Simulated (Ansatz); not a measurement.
Nb2O: pressure and energy above lowest point against volume per atom

Results calculated with Ansatz 0.2.0 development build, not measured. Equation of state of a cubic crystal from periodic Kohn-Sham density functional theory without spin; pressure corrected for the finite basis.

Cell of the first row (space group Fm-3m, No. 225):
```
CELL_PARAMETERS angstrom
0.00000 2.73000 2.73000
2.73000 0.00000 2.73000
2.73000 2.73000 0.00000
ATOMIC_POSITIONS crystal
Nb 0.25000 0.25000 0.25000
Nb 0.75000 0.75000 0.75000
O 0.00000 0.00000 0.00000
```

Settings of every row: formula Nb2O; structure type antifluorite; functional PBE; spin treatment none; k mesh 17x17x17; occupation method fermi-dirac; occupation width 0.061225619 eV; wave cutoff 420 eV; datasets soft-1 PAW; density cutoff ratio 4.

Limits: a cubic model structure, not a phase known at ambient conditions.

| row | volume per atom (Å³) | pressure (GPa) | energy above lowest point (meV/atom) |
| --- | --- | --- | --- |
| 1 | 13.564 | 11.447 | 28.88 |
| 2 | 13.852 | 7.155 | 12.2 |
| 3 | 14.141 | ? | ? |
| 4 | 14.429 | -0.114 | 0 |
| 5 | 14.718 | -3.202 | 3.03 |
| 6 | 15.007 | -5.995 | 11.36 |

Question: what pressure and energy above lowest point should row 3 give?

Worked fit of pressure. Take u = (V_r/V)^(2/3) − 1 with V_r = 14.429 Å³ an atom, which is twice the finite (Eulerian) strain; such expansions in the strain, on which the Birch-Murnaghan equation of state is built, carry the rest volume and the bulk modulus. The shown rows have u = 0.04207, 0.02758, 0, -0.01313, -0.02584. Least squares give pressure = −0.1191 + 245.123 × u + 701.99 × u² GPa; a straight line predicts inner rows, each left out in turn, worse (root mean square 0.36 against 0.025 GPa). The rows lie off it by 0.011, -0.020, 0.005, 0.015, -0.011 (root mean square 0.013 GPa). The pressure vanishes at u = 0.0005, or V = 14.42 Å³ an atom, and there the bulk modulus at fixed shape and fractions is B = −V dP/dV = (2/3)(1 + u) dP/du = 164 GPa. The withheld row has u = 0.01353, so the fit gives −0.1191 + 245.123 × (0.01353) + 701.99 × (0.01353)² = 3.326 GPa.

The calculation gave 3.319 GPa. The fit lies 0.007 GPa (0.04 % of the column's range) above it; its largest miss of a shown row is 0.020 GPa.

Worked fit of energy above lowest point. Take u = (V_r/V)^(2/3) − 1 with V_r = 14.429 Å³ an atom, which is twice the finite (Eulerian) strain; such expansions in the strain, on which the Birch-Murnaghan equation of state is built, carry the rest volume and the bulk modulus. The shown rows have u = 0.04207, 0.02758, 0, -0.01313, -0.02584. Least squares give energy above lowest point = −0.026 − 12.48 × u + 16609.6 × u² meV/atom; a straight line predicts inner rows, each left out in turn, worse (root mean square 8.4 against 0.077 meV/atom). The rows lie off it by 0.03, -0.06, 0.03, 0.03, -0.03 (root mean square 0.038 meV/atom). Its lowest point lies at u = 0.0004, or V = 14.42 Å³ an atom, and the curvature there gives the bulk modulus at fixed shape and fractions, B = (4/9)(1 + u)² E″(u)/V = 164 GPa. The withheld row has u = 0.01353, so the fit gives −0.026 − 12.48 × (0.01353) + 16609.6 × (0.01353)² = 2.85 meV/atom.

The calculation gave 2.83 meV/atom. The fit lies 0.02 meV/atom (0.069 % of the column's range) above it; its largest miss of a shown row is 0.06 meV/atom.
